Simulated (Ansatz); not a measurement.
**Ligand exchange: Sn(CH3)(NH2) + GeH3(SH) → Sn(CH3)(SH) + GeH3(NH2)**

Species: Sn(CH3)(NH2), singlet; GeH3(SH), singlet; Sn(CH3)(SH), singlet; GeH3(NH2), singlet. The partners trade NH2 for SH: Sn–NH2 and Ge–SH bonds give way to Sn–SH and Ge–NH2.

Shapes, held fixed at every level: PBE0-D4/def2-TZVP. Flexible molecules stand in one conformer, not always the lowest. Programs: Ansatz 0.2.0. The zero-point and thermal change to 298 K, harmonic and unscaled (PBE0-D4/def2-TZVP), is +1.3 kJ/mol.

| level | kind | ΔH(298 K) (kJ/mol) | less CCSD(T)/def2-TZVPP |
| --- | --- | --- | --- |
| PBE0-D4/def2-TZVPP | global hybrid | -14.9 | -2.3 |
| r2SCAN0-D4/def2-TZVPP | global hybrid | -15.0 | -2.4 |
| MP2/def2-TZVPP | perturbation theory | -13.2 | -0.6 |
| CCSD(T)/def2-SVP | coupled cluster or CI | -16.2 | -3.6 |
| CCSD/def2-SVP | coupled cluster or CI | -17.1 | -4.5 |
| CCSD/def2-TZVPP | coupled cluster or CI | -13.2 | -0.6 |
| CCSD(T)/def2-TZVPP | coupled cluster or CI | -12.6 | 0.0 |

The highest level, CCSD(T)/def2-TZVPP, gives ΔH(298 K) = -12.6 kJ/mol; the levels span -17.1 to -12.6. The column of differences is taken from that level and isn't an error. No measured value is set beside it here. For atoms past krypton def2 sets carry core potentials with scalar relativity. Relativity is left out for Ge unless named. Correlated rows may include outer-core shells of Ge, Sn, which these sets cover unevenly.

Every level makes the exchange exothermic, placing sulfur on tin and nitrogen on germanium; CCSD(T)/def2-TZVPP gives -12.6 kJ/mol. This modest preference is a difference between two pairs of bonds, not the strength of any one of them. It probably reflects better matching of the larger, softer Sn(II) centre with polarisable thiolate, and of the more compact Ge(IV) centre with the harder amide. Nitrogen lone-pair donation into the empty 5p orbital of the stannylene should work the other way, since amide is usually a better π donor than thiolate, which suggests that this stabilisation is outweighed rather than absent.

Enlarging the basis makes the coupled-cluster reaction enthalpy less negative by more than adding triples does in either basis, so the remaining basis-set error may matter more than higher excitations. The direction of exchange is therefore better supported than its exact size. Because the two centres differ in both element and oxidation state, the preference can't be assigned to tin versus germanium alone.
